POISSON COLLISION STATISTICS AND JOULE HEATING IN THE DRUDE MODEL

1. Premises and conventions

Electrons: charge −e (e > 0), density n, mass m (isotropic until section 7). The field E is uniform and static, there is no magnetic field, and the lattice temperature T is uniform. Formulas are in SI form, k is Boltzmann's constant, and ⟨…⟩ is an ensemble average. The model is that of Drude (1900).

P1. Between collisions m dv/dt = −eE, so v(t) = v₀ + at with a = −eE/m.
P2. An electron collides in dt with probability dt/τ. τ is a constant, independent of velocity, position and history. Disjoint time intervals are independent. Collisions are instantaneous.
P3. After a collision the velocity v₀ is drawn from a fixed isotropic distribution f₀ set by T, whatever the velocity before. Hence ⟨v₀⟩ = 0 and ⟨mv₀²/2⟩ = ε₀, with ε₀ = 3kT/2 for a nondegenerate gas.
P4. The energy an electron loses in a collision goes to the lattice.

2. Collision statistics

(a) Survival. Cut an interval of length t into N pieces. By P2 the probability of no collision is a product:
S(t) = lim (1 − t/Nτ)^N = exp(−t/τ), N → ∞. (1)
Only the length of the interval enters, not its position or the direction in which it is read. The number of collisions in t is binomial with N trials of probability t/Nτ, which tends to the Poisson law (t/τ)^K exp(−t/τ)/K! with mean t/τ. The collision rate per electron is 1/τ.

(b) Time t₊ to the next collision, from an arbitrary instant. Survive for t, then collide in dt:
p(t) dt = exp(−t/τ) dt/τ. (2)
Moments: ⟨t^r⟩ = ∫₀^∞ t^r p dt = r! τ^r, so ⟨t⟩ = τ and ⟨t²⟩ = 2τ².

(c) Time t₋ since the last collision (the age). The event t₋ > t means no collision in the preceding interval of length t, with probability S(t) by (1). The density is −dS/dt = p(t), so ⟨t₋⟩ = τ. This assumes a process that started long ago. If it started a time t₀ ago the age cannot exceed t₀, and ⟨t₋⟩ = ∫₀^t₀ S dt = τ[1 − exp(−t₀/τ)].

(d) Free flight, from one collision to the next. P2 has no memory, so starting the clock at a collision changes nothing: flight times follow (2), with mean τ.

(e) Interval spanning an arbitrary instant, θ = t₋ + t₊. The two parts concern disjoint intervals and are independent, so their densities convolve:
q(θ) = ∫₀^θ p(s) p(θ − s) ds = (θ/τ²) exp(−θ/τ), (3)
⟨θ⟩ = 2τ, ⟨θ²⟩ = 6τ².
There is no conflict with (d). Among M flights, M p(θ) dθ have length θ and fill a time Mθ p(θ) dθ out of Mτ. An instant picked uniformly lands in them with probability θ p(θ) dθ/τ, which is (3). Sampling by time favours long flights, while sampling by collision counts each flight once.

3. Drift velocity and conductivity

At an arbitrary instant v = v₀ + a t₋. The age is independent of v₀ (P2) and ⟨v₀⟩ = 0 (P3), so
v_d = a⟨t₋⟩ = −eEτ/m,
j = −ne v_d = σ₀E, σ₀ = ne²τ/m = neμ, μ = eτ/m. (4)

The same by flights. The mean displacement in a flight of length t is at²/2. Total displacement over total time gives
v_d = a⟨t²⟩/(2⟨t⟩). (5)
With (2) this is a·2τ²/2τ = aτ. Flights all of length τ would give aτ/2. The factor 2 in σ₀ between the two cases is fixed by the statistics.

4. Energy given to the lattice per collision

Take one collision. It ends a flight of length t launched with v₀ and launches a new one with v₀′. By P4 the lattice receives
Δ = m|v₀ + at|²/2 − m v₀′²/2
 = (m v₀²/2 − m v₀′²/2) + m t a·v₀ + m a²t²/2.
First term: v₀ and v₀′ come from the same f₀, so the mean is ε₀ − ε₀ = 0.
Second term: t is independent of v₀ and ⟨v₀⟩ = 0, so the mean is zero.
Third term: m a²t²/2 = (eEt)²/2m.
An average per collision counts each flight once, so the weight is (2), by 2(d):
W = ⟨Δ⟩ = (eE)²⟨t²⟩/2m = (eEτ)²/m = m v_d². (6)
Putting t = τ gives W/2, because ⟨t²⟩ ≠ ⟨t⟩². Weighting with (3) gives 3W, the mean deposit of the flight in progress at an arbitrary instant, which is a different quantity.

The second term vanishes only on average. With ⟨v₀ₓ²⟩ = kT/m (x along E) its rms value is
δ = eE √(⟨v₀ₓ²⟩⟨t²⟩) = eEτ √(2kT/m), δ/W = √(2kT/m)/|v_d|. (7)
In weak fields δ ≫ W, so (6) leans heavily on the independence of t and v₀ (section 8).

5. Power density

There are n/τ collisions per volume and time, by 2(a):
P = (n/τ) W = ne²τE²/m = σ₀E² = j·E. (8)
The right side is the work done by the field, n(−eE)·v_d, so the steady state balances. The balance does not need Poisson statistics. For any flight-time law independent of v₀, W = m a²⟨t²⟩/2 and the rate is n/⟨t⟩, so with (5) P = n m a·v_d = j·E. Poisson statistics fix the values of σ₀ and W, not the form of the Joule law.

6. Kinetic equation and stored energy

P1 to P3 are the relaxation-time equation, with f and f₀ both normalised to 1:
∂f/∂t + a·∇ᵥf = −(f − f₀)/τ. (9)
Its steady solution sums over ages, f(v) = ∫₀^∞ p(s) f₀(v − as) ds. Proof: a·∇ᵥf₀(v − as) = −∂f₀(v − as)/∂s, and integration by parts with p′ = −p/τ and p(0) = 1/τ gives a·∇ᵥf = f₀/τ − f/τ.

Multiply (9) by v and by mv²/2, integrate over v, and move ∇ᵥ by parts. With u = ⟨mv²/2⟩ − ε₀:
d⟨v⟩/dt = a − ⟨v⟩/τ, du/dt = m a·⟨v⟩ − u/τ. (10)
In the steady state ⟨v⟩ = aτ and u = m a²τ² = W. The stored excess energy equals the deposit per collision, because collisions select electrons regardless of their state. Half of u is drift energy m v_d²/2. The other half is extra velocity spread along E, of variance a²(⟨t²⟩ − ⟨t⟩²) = v_d².

Field switched on at t = 0, s = t/τ:
⟨v⟩ = aτ(1 − e^(−s)), u = W[1 − (1 + s)e^(−s)].
The lattice receives nu/τ, which lags the input n m a·⟨v⟩ and reaches (8) within a few τ. For E cos ωt the first of (10) gives ⟨v⟩ = aτ(cos ωt + ωτ sin ωt)/(1 + ω²τ²), and the cycle-averaged power is (σ₀E²/2)/(1 + ω²τ²).

7. Ellipsoidal valleys

In a valley with mass tensor M, a = −eM⁻¹E and ε = v·Mv/2. The third term of Δ becomes (e²t²/2) E·M⁻¹E and the other two still average to zero. Silicon has six valleys on the cube axes, with masses m_l along the axis and m_t across it. For equal populations and one τ, the valley average of M⁻¹ is the unit tensor times
1/m_c = (1/m_l + 2/m_t)/3.
So (4), (6) and (8) hold with m = m_c for any direction of E. Equipartition gives ⟨v₀²⟩ = kT(1/m_l + 2/m_t) = 3kT/m_c ≡ v_th², and (7) holds as a valley-averaged mean square.

8. Range of validity

(i) Energy-dependent τ. Take isotropic scattering with τ(ε) and a parabolic band, and let f₀(ε) now be the occupation. Linearising (9) gives f₁ = eτ E·v f₀′. Then σ = e²∫ g vₓ² τ(−f₀′) dε, with vₓ² → 2ε/3m and density of states g ∝ ε^½. Since n = ∫g f₀ dε = (2/3)∫ εg(−f₀′) dε,
σ = ne²τ_tr/m, τ_tr = ∫ε^(3/2) τ(−f₀′) dε / ∫ε^(3/2)(−f₀′) dε = ⟨τ⟩ + (2/3)⟨ε dτ/dε⟩. (11)
The last form follows by parts, with averages over g f₀. For a nondegenerate gas, ⟨τ⟩ comes from a t₋ in v = v₀ + a t₋. The derivative term is the mean of v₀ over electrons still in flight, nonzero because those launched along the force gain energy and collide at a different rate. It is of the same order as the leading term. For a rate proportional to g, as in acoustic-phonon scattering, τ = τ₀(kT/ε)^½. Then ⟨τ⟩ = τ₀Γ(1)/Γ(3/2) = 1.128 τ₀, the derivative term removes a third, and τ_tr = τ₀Γ(2)/Γ(5/2) = 0.752 τ₀. The collision rate is ⟨1/τ⟩ = Γ(2)/[Γ(3/2)τ₀] = 1.128/τ₀. The power is still σE², but
W = P/(n⟨1/τ⟩) = (3π/8)(eEτ_tr)²/m = 1.18 (eEτ_tr)²/m.
In a degenerate gas (Sommerfeld) −f₀′ is a peak at ε_F, so τ_tr = τ(ε_F). (8) survives and (6) becomes the bookkeeping ratio Pτ/n.

(ii) Anisotropic scattering. Small-angle events violate P3. τ is then the momentum relaxation time, longer than the time between microscopic events, and a collision in (6) means one loss of momentum memory.

(iii) Incomplete thermalisation. Elastic or nearly elastic events erase momentum but not energy. Replace τ by an energy relaxation time τ_E in the second of (10). Then u = eμE²τ_E = W τ_E/τ. P is unchanged, and so is the deposit W = Pτ/n averaged over many collisions.

(iv) Weak field. τ stays at its equilibrium value if u ≪ 3kT/2. Since v is odd in E, the relative correction to μ is quadratic in E, of order u/(3kT/2). With τ_E = τ this ratio is 2(v_d/v_th)².

(v) Semiclassical flights need ħ/τ ≪ kT. Steady local response needs times ≫ τ and τ_E, ωτ ≪ 1, and lengths ≫ ℓ = v_th τ. Temperature gradients spoil the cancellation of the first term of Δ and add thermoelectric heat linear in j.

9. Illustration: n-Si, 300 K, 100 V/cm

Inputs. Assumed: n = 1×10¹⁵ cm⁻³. Typical: m_l = 0.92 mₑ, m_t = 0.19 mₑ, and μ = 1350 cm²/(V s), chosen to reproduce the typical mobility of lightly doped n-Si. τ is fitted to this μ, so σ₀ and P below restate that input and do not test the model. Three figures are kept for tracing the arithmetic, and the inputs support two.

Regime. kT = 25.9 meV and 3kT/2 = 38.8 meV. With m_d = (m_l m_t²)^(1/3) = 0.321 mₑ, N_c = 6·2(2πm_d kT/h²)^(3/2) = 2.7×10¹⁹ cm⁻³ and n/N_c = 3.6×10⁻⁵, so the gas is nondegenerate. The compiled measured gap of 1.12 eV (Wing 2021) gives exp(−E_g/kT) = 1.5×10⁻¹⁹. With a valence-band N_v taken equal to N_c for the order of magnitude, the hole density N_c N_v exp(−E_g/kT)/n is about 1×10⁵ cm⁻³, which is negligible.

Model values.
m_c = 0.258 mₑ
τ = μm_c/e = 0.198 ps = ⟨t₋⟩ = ⟨t₊⟩, ⟨θ⟩ = 0.396 ps
|v_d| = μE = 1.35×10⁵ cm/s, v_th = 2.30×10⁷ cm/s, ℓ = 46 nm
σ₀ = 0.216 S/cm, ρ = 4.62 Ω cm, j = 21.6 A/cm²
W = m_c v_d² = 4.28×10⁻²⁵ J = 2.67 μeV
n/τ = 5.05×10²⁷ cm⁻³ s⁻¹
P = (n/τ)W = σ₀E² = 2.16 kW/cm³

For E along [100] the two valleys on that axis give (eEτ)²/m_l = 0.75 μeV and the other four give (eEτ)²/m_t = 3.63 μeV, with weighted mean 2.67 μeV.

Size of the cancelling terms. From (7), δ = 0.37 meV = 139 W. The compiled zone-centre optical phonon, 517 cm⁻¹ (Ioffe Institute), is 64.1 meV and marks the top of the phonon spectrum. The Joule deposit amounts to one net quantum of that size per 2.4×10⁴ collisions. W is a small imbalance between emission and absorption, not the energy of a typical event.

Validity. ħ/τ = 3.3 meV = 0.13 kT, which is small but not by much. 1/(2πτ) = 0.80 THz. With the compiled static dielectric constant 11.7 (Ioffe Institute), space charge relaxes in 11.7 ε_vac/σ₀ = 4.8 ps, ε_vac being the vacuum permittivity. The heating ratio is W/(3kT/2) = 6.9×10⁻⁵. Defining ΔT_e by u = (3/2)kΔT_e, the model gives ΔT_e = 0.021 K, and u reaches 3kT/2 at 12 kV/cm.

Lattice heating. Take a slab of thickness L = 0.5 mm with the current in its plane and both faces held at 300 K. κ d²T/dz² = −P gives T − 300 K = P z(L − z)/2κ, with peak PL²/8κ. The compiled κ = 130 W/(m K) = 1.30 W/(cm K) (Ioffe Institute) gives 0.52 K. With the typical dependence μ ∝ T^(−2.4) the mobility changes by at most 0.4 %. The uniform-T premise holds for this heat sinking, and the lattice rise still exceeds ΔT_e.

Where the model misses. A purely acoustic τ(ε) at the same μ would raise W to 3.15 μeV and leave P alone. The stored energy is less secure, because part of the scattering in Si is nearly elastic. A typical τ_E of about 0.4 ps, or 2.0 τ, gives u = 5.4 μeV, ΔT_e = 0.042 K and ΔT_e/T = 1.4×10⁻⁴, and u reaches 3kT/2 at 8.5 kV/cm. The single-τ model thus understates carrier heating by roughly a factor of two, as typical knowledge. At 100 V/cm either value leaves the response ohmic, and the model's power density stays at σ₀E² ≈ 2.2 kW/cm³.